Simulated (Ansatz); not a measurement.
ZrC: pressure against volume per atom

Periodic Kohn-Sham DFT of a crystal at fixed atoms; pressure and stress are positive in compression; the energy is the free energy less that of spherical unpolarised free atoms; site moments are those in the method's own spheres, positive along +z. The results are calculated, by Ansatz 0.2.0.

Cell of the first row (space group Fm-3m, No. 225):
```
CELL_PARAMETERS angstrom
0.00000 2.30220 2.30220
2.30220 0.00000 2.30220
2.30220 2.30220 0.00000
ATOMIC_POSITIONS crystal
Zr 0.50000 0.50000 0.50000
C 0.00000 0.00000 0.00000
```

Settings of every row: method all-electron PAW; functional PBEsol; relativity scalar; k mesh 15x15x15; filling fermi-dirac; smearing width 0.05 eV; nucleus gaussian.

Atom start moment: 0 on all atoms.

| row | volume per atom (Å³) | pressure (GPa) |
| --- | --- | --- |
| 1 | 12.202 | 10.762 |
| 2 | 12.209 | 10.614 |
| 3 | 12.462 | 5.133 |
| 4 | 12.722 | 0.055 |
| 5 | 12.852 | -2.295 |
| 6 | 12.981 | -4.527 |
| 7 | 13.111 | -6.648 |
| 8 | 13.241 | -8.661 |
| 9 | 13.501 | ? |
| 10 | 13.76 | -15.753 |

Question: what pressure should row 9 give?

Worked fit of pressure. Take u = (V_r/V)^(2/3) − 1 with V_r = 12.852 Å³ an atom, which is twice the finite (Eulerian) strain; such expansions in the strain, on which the Birch-Murnaghan equation of state is built, carry the rest volume and the bulk modulus. The shown rows have u = 0.03521, 0.03481, 0.02076, 0.0068, 0, -0.00664, -0.01321, -0.01968, -0.04449. Least squares give pressure = −2.2992 + 340.671 × u + 862.01 × u² GPa; a straight line predicts inner rows, each left out in turn, worse (root mean square 0.54 against 0.0099 GPa). The rows lie off it by -0.002, 0.010, -0.012, -0.002, 0.004, -0.004, 0.001, 0.009, -0.004 (root mean square 0.0065 GPa). The pressure vanishes at u = 0.0066, or V = 12.73 Å³ an atom, and there the bulk modulus at fixed shape and fractions is B = −V dP/dV = (2/3)(1 + u) dP/du = 236 GPa. The withheld row has u = -0.03231, so the fit gives −2.2992 + 340.671 × (-0.03231) + 862.01 × (-0.03231)² = -12.406 GPa.

The calculation gave -12.39 GPa. The fit lies 0.016 GPa (0.06 % of the column's range) below it; its largest miss of a shown row is 0.012 GPa.
